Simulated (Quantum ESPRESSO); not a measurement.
# Work function, surface force and excess energy of Li(110) films from three to eight layers with PBE

Lithium brings one 2s valence electron per atom, and these electrons move almost freely through the bcc metal. In a film a few layers thick they are confined between two faces, here the close-packed (110) faces. We follow how the work function, the force on the top layer and the surface energy respond as layers are added. This matters for thin lithium contacts and electrodes, where the work function enters the alignment of levels with a neighbouring material. The work function is measured from the Fermi level to the vacuum level. The excess energy is measured against a bulk energy per layer fitted to the thicker slabs. All films are unrelaxed, and two pseudopotential sets are compared within PBE.

## Calculations

Quantum ESPRESSO 7.5 (pw.x), driven by a script. Symmetric 1×1 slabs of Li(110) (bcc) at the tabulated measured lattice constant, atoms at bulk places, 7.5 Å of empty space on each side as the script builds them, with open boundaries by the effective screening medium. Mesh 12×12×1 for all thicknesses, Marzari-Vanderbilt smearing of 0.02 Ry, spin-paired, no spin-orbit coupling. PBE, GBRV ultrasoft: cutoffs 40 and 200 Ry; PBE, SG15 norm-conserving: cutoffs 60 and 240 Ry. The excess energy is the slab's energy less the number of layers times the slope of a straight line through the thicker slabs; it is twice the surface energy per cell.

Notes on method and selection:

- Confinement between the two faces quantises the states along the normal, so values can oscillate with thickness.
- The measured lattice constant is no functional's own, which adds to the force.
- Measured work functions of the rebuilt (100) and (110) faces of Au, Pt and Ir, of Ta(111), and of polycrystals are not set beside the runs.
- Runs in which the search for lower states was switched off are not listed.
- Runs that did not converge, have known faults or may not be shown are not listed, and runs on Ansatz's PAW sets soft_1 and soft_2 are kept to separate tables.

Columns:

- layers: number of atomic layers.
- Φ (eV): work function: vacuum level outside the slab less the Fermi level.
- force (eV/Å): force on the top atom along the outward normal; negative pulls it inwards.
- excess energy (meV): excess energy of the slab, both faces, per 1×1 cell.

## Numbers

| member | layers | Φ (eV), PBE, GBRV ultrasoft | Φ (eV), PBE, SG15 norm-conserving | force (eV/Å), PBE, GBRV ultrasoft | force (eV/Å), PBE, SG15 norm-conserving | excess energy (meV), PBE, GBRV ultrasoft | excess energy (meV), PBE, SG15 norm-conserving |
| --- | --- | --- | --- | --- | --- | --- | --- |
| 3 layers | 3 | 3.338 | 3.336 | −0.1001 | −0.0987 | 533.9 | 533.3 |
| 4 layers | 4 | ? | ? | ? | ? | ? | ? |
| 5 layers | 5 | 3.242 | 3.243 | −0.0989 | −0.0980 | 529.0 | 528.4 |
| 6 layers | 6 | 3.230 | 3.226 | −0.1028 | −0.0999 | 524.8 | 524.2 |
| 7 layers | 7 | 3.227 | 3.223 | −0.1027 | −0.1041 | 529.6 | 528.9 |
| 8 layers | 8 | 3.232 | 3.229 | −0.1049 | −0.1032 | 526.2 | 525.5 |

Cells marked ? are withheld until the estimate has been made.

## Reading the trend

The work function falls quickly at first and then levels off. With the GBRV set the slope from three to five layers is (3.242 − 3.338) / 2 = −0.048 eV per layer, while the step from five to six layers is only 3.230 − 3.242 = −0.012 eV. From six to eight layers the values stay within 0.005 eV of each other. The SG15 set follows the same course and differs by at most 0.004 eV at any thickness shown, so the early fall does not come from the pseudopotential.

The likely cause is confinement. The states along the normal form discrete subbands, and the Fermi level shifts as their spacing and filling change with thickness. For nearly free electrons, the layer spacing d and half the Fermi wavelength h beat with a length d × h / (h − d). With rough values for lithium of 2.5 and 2.8 Å this is 2.5 × 2.8 / (2.8 − 2.5) = 23 Å, or about nine layers; the small difference in the denominator magnifies any rounding, so this is only a rough guide. A slow swing is therefore expected rather than a strong alternation between odd and even films.

The top atom is pulled inwards in every film shown, by about 0.10 eV/Å. The pull is some 0.005 eV/Å stronger at eight layers than at three in both sets, but the sets themselves differ by up to 0.003 eV/Å, so this drift is weakly resolved. Part of the pull reflects the lattice constant: PBE prefers a somewhat smaller lithium cell than the measured one, so the films are held stretched.

The GBRV excess energy lies between 524.8 and 533.9 meV per cell for both faces, which gives a surface energy between 524.8 / 2 = 262 and 533.9 / 2 = 267 meV per cell and face. Its small ups and downs recur in SG15. They may come from confinement or from the in-plane mesh, which both sets share.

## Estimating the withheld member

Plain estimates from the members shown:

- 4 layers (PBE, GBRV ultrasoft), straight-line interpolation between 3 layers and 5 layers: w = (4 − 3) / (5 − 3) = 0.500, so 3.338 + 0.500 × (3.242 − 3.338) = 3.290 eV

The straight line between three and five layers gives 3.290 eV. It ignores the flattening of the work function with thickness, so we expect the four-layer film to lie below it. The slow beat expected for lithium also favours a smooth curve over an odd-even jump.

We therefore use a parabola through the GBRV values at three, five and six layers. Its curvature coefficient is (−0.012 + 0.048) / (6 − 3) = 0.012 eV per layer squared. At four layers this shifts the straight line by 0.012 × (4 − 3) × (4 − 5) = −0.012 eV, giving 3.290 − 0.012 = 3.278 eV.

The same route can be tried on the five-layer film, using three, six and seven layers. The straight line from three to six layers has a slope of (3.230 − 3.338) / (6 − 3) = −0.036 eV per layer and gives 3.266 eV there. The curvature coefficient is (−0.003 + 0.036) / (7 − 3) = 0.00825, and the shift is 0.00825 × 2 × (−1) = −0.0165 eV. The result, 3.266 − 0.0165 = 3.2495 eV, lies 3.2495 − 3.242 = 0.0075 eV above the calculated value, whereas the straight line misses by 0.024 eV.

Four layers lie on the steep part of the curve, where the curvature is least well known. We therefore widen the error beyond the miss in this one trial and set it equal to the full curvature shift, 0.012 eV.

**Committed estimate, 4 layers (PBE, GBRV ultrasoft): Φ = 3.278 ± 0.012 eV.**

## Check

| member | level | layers | Φ (eV) | force (eV/Å) | excess energy (meV) |
| --- | --- | --- | --- | --- | --- |
| 4 layers | PBE, GBRV ultrasoft | 4 | 3.287 | −0.0966 | 526.5 |
| 4 layers | PBE, SG15 norm-conserving | 4 | 3.283 | −0.0955 | 525.8 |

| member | estimate | Φ (eV) | computed | estimate − computed | miss in error bars |
| --- | --- | --- | --- | --- | --- |
| 4 layers (PBE, GBRV ultrasoft) | committed | 3.278 | 3.287 | −0.009 | 0.7 |
| 4 layers (PBE, GBRV ultrasoft) | interpolation | 3.290 | 3.287 | +0.003 |  |

The estimate of 3.278 eV lies 0.009 eV below the computed 3.287 eV, inside its error bar of 0.012 eV. The plain straight line did better, missing by only 0.003 eV.

We had the sign of the curvature right but its size wrong. The parabola lowered the straight line by 0.012 eV, where 3.290 − 3.287 = 0.003 eV was needed. The GBRV work function falls almost evenly up to five layers, by 3.338 − 3.287 = 0.051 eV and then 3.287 − 3.242 = 0.045 eV, and flattens abruptly at the next step, to 0.012 eV. A parabola through three, five and six layers spreads that bend over the whole range.

The expectation of no odd-even jump in the work function held, since four layers fall between their neighbours in both sets. This is compatible with a slow confinement swing, but six thicknesses are too few to establish a period of about nine layers.

## Exceptions

The three-layer film stands farthest out. Its GBRV work function is 3.338 − 3.232 = 0.106 eV above that of eight layers, and its excess energy is the highest of the series. With a single inner layer, the disturbances from the two faces overlap, and the few occupied subbands make the Fermi level sensitive to thickness. Confinement can shift the work function either way, depending on subband filling, so this simple picture does not fix the sign.

The new row also brings out an alternation in the excess energy that our slow-beat argument did not anticipate: the four- and six-layer films lie below both their neighbours in both sets. For four layers with GBRV the dip is (533.9 + 529.0) / 2 − 526.5 = 5.0 meV per cell for both faces. The shared 12×12×1 mesh is a possible cause, because sampling errors can change with the number of layers; confinement of states away from the zone centre is another.

## Conclusions and limits

From six to eight layers the work function is steady to within 0.006 eV in either set, so little is gained between six and eight layers for this unrelaxed PBE value. A slow confinement swing could still move it in thicker films. Averaging the two neighbours reproduces the GBRV values at four to seven layers with a root-mean-square miss of 0.009 eV, against 0.033 eV for the mean of all other films. The worst case is five layers, at 0.017 eV.

The eight-layer surface energy is 526.2 / 2 = 263 meV per cell and face. With a rough lattice constant of 3.5 Å the cell area is 3.5² / √2 = 8.7 Å², and 1 eV/Å² is about 16 J/m². This gives 0.26 × 16 / 8.7 = 0.48, or roughly 0.5 J/m².

Two effects left out here matter in a real device. Adsorbed oxygen or water can shift the work function up or down, depending on where the species sit. At a contact, electron transfer out of lithium lowers its levels relative to the partner's, by an amount that depends on the partner.
